### Counting bonds before comparing energies

Carbon and germanium form four bonds each and nitrogen forms three, which makes eleven valences. In a chain of these three atoms the two links take up four of them, and six hydrogen atoms take up six more. One valence is left over, and in this simple count the atom that holds it carries the unpaired electron. Every isomer considered here is therefore a radical, described by two choices: which heavy atom sits in the middle of the chain, and which one is short of a bond.

These two choices fix the place of every hydrogen atom. If the chain stays as it is and the unpaired electron moves from carbon to germanium, one hydrogen must have moved the other way. A Ge–H bond has been given up for a C–H bond. If the middle atom changes while the radical site stays on the same element, a link between heavy atoms is replaced, and one hydrogen changes its partner as well.

Isolated, neutral CH6GeN isomers in doublet states, computed with Ansatz 0.2.0 (unrestricted HF/STO-3G and, as the functional level, unrestricted r2SCAN-D4/def2-SVP) and xtb 6.7.1 (GFN2-xTB). Values are electronic energies of the second isomer less the first, at geometries relaxed with GFN2-xTB.

```csv
system,first isomer,second isomer,at hf sto 3g (kcal/mol),at gfn2 xtb (kcal/mol),at functional level (kcal/mol)
CH6GeN #fca,"CH2(1) GeH3(2) NH(3); links 1-3, 2-3","CH(1) GeH3(2) NH2(3); links 1-2, 1-3",7.99,6.86,1.000
CH6GeN #534,"CH(1) GeH3(2) NH2(3); links 1-2, 1-3","CH2(1) GeH2(2) NH2(3); links 1-2, 1-3",22.43,-11.39,1.230
CH6GeN #a6d,"CH2(1) GeH3(2) NH(3); links 1-3, 2-3","CH2(1) GeH2(2) NH2(3); links 1-2, 1-3",30.41,-4.53,2.230
CH6GeN #051,"CH2(1) GeH3(2) NH(3); links 1-2, 1-3","CH3(1) GeH3(2) N(3); links 1-3, 2-3",-9.61,-9.56,2.370
CH6GeN #8ab,"CH3(1) GeH2(2) NH(3); links 1-2, 2-3","CH2(1) GeH3(2) NH(3); links 1-2, 1-3",15.66,2.14,4.830
CH6GeN #550,"CH2(1) GeH3(2) NH(3); links 1-3, 2-3","CH3(1) GeH2(2) NH(3); links 1-2, 2-3",-10.39,10.93,5.390
CH6GeN #f22,"CH2(1) GeH2(2) NH2(3); links 1-2, 2-3","CH2(1) GeH2(2) NH2(3); links 1-2, 1-3",33.67,-15.41,5.770
CH6GeN #689,"CH3(1) GeH2(2) NH(3); links 1-3, 2-3","CH2(1) GeH2(2) NH2(3); links 1-2, 2-3",-15.32,35.34,7.710
```

The columns give the energy of the second isomer less that of the first, at three levels of theory. The r2SCAN gaps serve as the yardstick. The *miss* of a cheap level is its gap less the r2SCAN gap, so a positive miss means that the second isomer is placed too high. Misses reach 28 kcal/mol in size, whereas no r2SCAN gap exceeds 8 kcal/mol. Hartree–Fock in its minimal basis reverses the sign of three of the eight gaps, and GFN2-xTB reverses four.

The yardstick has its own uncertainty. Its energies come from a small basis and one conformer of each isomer, at shapes relaxed with GFN2-xTB, without zero-point motion and without a search for lower SCF states, so the four gaps below 2.5 kcal/mol do not settle which isomer is lower. The large misses are another matter, and they call for an explanation.

### First explanation: the radical site alone

The most tempting explanation blames the germanium-centred radicals. Sites are read here from the bond count, not from a computed spin density, and they are labels rather than exact locations. Where a carbon site lies next to nitrogen, GFN2-xTB gives the C–N bond an order of about 1.3, a sign that the unpaired electron is partly shared. In the four pairs where the site moves between carbon and germanium, Hartree–Fock places the germanium-centred isomer too high by 21 to 28 kcal/mol. GFN2-xTB places it too low in the same four pairs. Each method then seems to have one fault, tied to one element.

This explanation makes a strict prediction: where the site stays on the same element, the miss should vanish. It does not. In #fca the site stays on carbon and Hartree–Fock misses by 7 kcal/mol; in #051 and #8ab it stays on nitrogen, and the misses are 12 and 11 kcal/mol in size.

For GFN2-xTB the site alone is no better a guide. The same move between carbon and germanium comes with a miss of only 7 kcal/mol in #a6d but of 28 kcal/mol in #689. A single fault of the germanium site cannot take both values.

### Second explanation: the chain alone

The opposite view blames the links between heavy atoms. A method that misjudges Ge–N against Ge–C or C–N bonds would go wrong whenever the chain is rearranged. Pair #534 tests this directly, because its chain is N–C–Ge in both isomers and only a hydrogen atom moves, from germanium to carbon. Hartree–Fock nevertheless misses by +21.2 kcal/mol and GFN2-xTB by −12.6 kcal/mol.

The same hydrogen shift can be followed in a chain with nitrogen in the middle. No single pair contains it, but energy differences add, so #a6d followed by #f22 and #689 in reverse leads from CH₂–NH–GeH₃ to CH₃–NH–GeH₂. For Hartree–Fock the miss along this path is $28.2-27.9+23.0=23.3$ kcal/mol. The corresponding sum for GFN2-xTB is −13.2 kcal/mol. Both agree with #534 to about 2 kcal/mol, although the neighbours of the germanium atom have changed.

### Third explanation: two local errors that add

That agreement points to the picture which survives. A chemical bond is largely a local affair, and so is the error that an approximate method makes in it. When a hydrogen atom moves from germanium to carbon, most of the molecule looks the same before and after, and its errors cancel. What remains belongs to the bond given up, the bond gained and the atom left with the unpaired electron. A change of the middle atom brings a second error of the same local kind.

In Hartree–Fock the site error dominates. Moving the site from carbon to germanium places the radical too high by 21 to 23 kcal/mol, while moving it from carbon to nitrogen places it too low by 12 to 17 kcal/mol. The errors thus rise from nitrogen through carbon to germanium, in the order of falling electronegativity.

For nitrogen, bonding theory offers a possible reason. An electronegative atom draws charge out of its bond to hydrogen, and its orbitals should expand and change shape in response. A minimal basis hardly lets them do so, and the N–H bond comes out too weak compared with C–H. A nitrogen-centred radical has one N–H bond fewer, so it suffers less from this fault and appears too stable. The argument does not carry over so readily to germanium. In the two isomers of #534, GFN2-xTB puts about +0.15 e on each hydrogen atom bound to nitrogen and +0.03 e on those bound to carbon, but up to −0.09 e on those bound to germanium. Ge–H bonds are thus less polar than N–H bonds, though not unpolar, and the large error of the germanium site probably has another cause, which these data do not reveal. Hartree–Fock also lacks electron correlation, and the share of each deficiency is untested here.

In GFN2-xTB the two errors are of similar size. Moving the site from carbon to germanium lowers the energy by about 13 kcal/mol too much. Replacing nitrogen by germanium in the middle raises it by 14.4 kcal/mol too much if the site is on carbon, and by 14.6 kcal/mol if it is on nitrogen. This error hardly depends on which of these two atoms carries the unpaired electron, as expected of a local error. The replacement of nitrogen by carbon in the middle is less well behaved: its error is 5.9 kcal/mol with the site on carbon and 11.9 kcal/mol with the site on nitrogen.

This explains the erratic behaviour of GFN2-xTB. In #a6d the site moves to germanium and the middle atom changes from nitrogen to carbon; the two errors have opposite signs and partly cancel. In #689 the site leaves germanium just as germanium enters the middle, and both errors push the second isomer up.

The origin of the GFN2-xTB site error is less clear. The method has no spin polarisation, the extra stabilisation of an unpaired electron by exchange. This stabilisation is greater in the compact valence shell of carbon than in the diffuse one of germanium, so its neglect should favour germanium, as found. By the same argument nitrogen-centred radicals should come out too high, yet along #550, #8ab and #051 the miss is $5.5-2.7-11.9=-9.1$ kcal/mol. Spin polarisation may contribute, but it is not the whole cause.

### The additive model and one estimate

In its simplest form the picture reads

$$M = s\,x_{\mathrm{site}} + c\,x_{\mathrm{C}} + g\,x_{\mathrm{Ge}} .$$

Here $M$ is the miss of a pair. The number $x_{\mathrm{site}}$ is +1 if the radical site moves from carbon to germanium, −1 for the reverse and 0 if it stays. The numbers $x_{\mathrm{C}}$ and $x_{\mathrm{Ge}}$ are +1 if carbon or germanium enters the middle of the chain, −1 if it leaves and 0 otherwise. The constants $s$, $c$ and $g$ are the errors that belong to these changes.

Pair #689 can be estimated for GFN2-xTB from other pairs, without any fit. It leads from CH₃–NH–GeH₂ to CH₂–GeH₂–NH₂, so $x_{\mathrm{site}}=-1$ and $x_{\mathrm{Ge}}=+1$. Pair #534 gives $s=-12.6$ kcal/mol. Pairs #8ab and #051 in succession take germanium out of the middle and put nitrogen there, with the site on nitrogen throughout; reversed, they give $g=2.7+11.9=14.6$ kcal/mol. The estimate is

$$M = 12.6 + 14.6 = 27.2\ \text{kcal/mol},$$

against 27.6 kcal/mol from the table.

Such close agreement is not typical. The miss of #f22, estimated in the same way from #534 and #8ab, is $-12.6-2.7=-15.3$ kcal/mol, while the table gives −21.2 kcal/mol. The discrepancy can be traced to one isomer, NH–CH₂–GeH₃, which enters through #8ab. Putting carbon in the middle in place of nitrogen brings an error of about 6 kcal/mol with the site on carbon or germanium, but of 12 kcal/mol with the site on nitrogen, where this isomer is formed. If the change of the middle atom is instead built from #fca and $g$, the isomer drops out and the estimate for #f22 comes within 1 kcal/mol of the table. One possible reason, not checked here against the relaxed shape, is that the C–Ge bond overlaps with the half-filled orbital expected on nitrogen. A purely local model leaves out such an effect. Hartree–Fock shows the same oddity, so the r2SCAN energy of this isomer may be partly at fault. A single estimate of this kind can therefore be wrong by about 6 kcal/mol.

A least-squares fit of the three constants gives a fairer overall judgement. It uses six pairs: #a6d is left out because it is the sum of #fca and #534, and #550 because it alone moves the site from carbon to nitrogen and would need a constant of its own. The root-mean-square deviation is about 2 kcal/mol for either method. The site alone leaves about 7 kcal/mol for either method, and the chain alone about 8 kcal/mol for GFN2-xTB and more for Hartree–Fock.

Three constants for six pairs are a generous allowance. When each pair is predicted from the other five, the deviation grows to about 4 kcal/mol, which is still below what either single cause leaves in its own fit. The numbers therefore favour two additive errors over one. They do not show which part of the site error comes from the X–H bond and which from the unpaired electron, because the bond count ties the two together.

### What this means for a cheap screen

Agreement between the two cheap levels is weak evidence. In #051 both give a gap of −9.6 kcal/mol, whereas r2SCAN gives +2.4 kcal/mol. In this pair the site stays on nitrogen and only the middle atom changes, from carbon to nitrogen. For this change the two methods happen to have nearly the same error, about −9 kcal/mol in the fit. Their large and opposite site errors, which would have exposed the problem, do not enter.

The danger is greatest when a nitrogen-centred radical is compared with a germanium-centred one, because the two Hartree–Fock site errors then add. The table holds eight of the nine possible combinations of middle atom and radical site; CH₃–GeH–NH₂ is missing. Linking the pairs shows that r2SCAN places CH₃–NH–GeH₂ lowest of these eight, 17 kcal/mol below CH₃–GeH₂–NH. Hartree–Fock places it 22 kcal/mol above that isomer, which it takes for the most stable of the eight. A screen that kept only structures within 20 kcal/mol of the Hartree–Fock minimum would discard the isomer that r2SCAN prefers.

GFN2-xTB does find the same lowest isomer as r2SCAN among the eight, but its errors happen to favour that isomer. The gap to CH₃–GeH₂–NH comes out as 35 kcal/mol, about twice the r2SCAN value. Most of the excess, 14.6 kcal/mol, comes from the change of the middle atom from nitrogen to germanium, and only the rest from the radical site. Any two of these isomers differ in the radical site, the middle atom or both, so no pair is safe from such errors. The bond count does show which error to expect: with HF/STO-3G mainly that of the site, with GFN2-xTB that of the site and that of the middle atom alike.
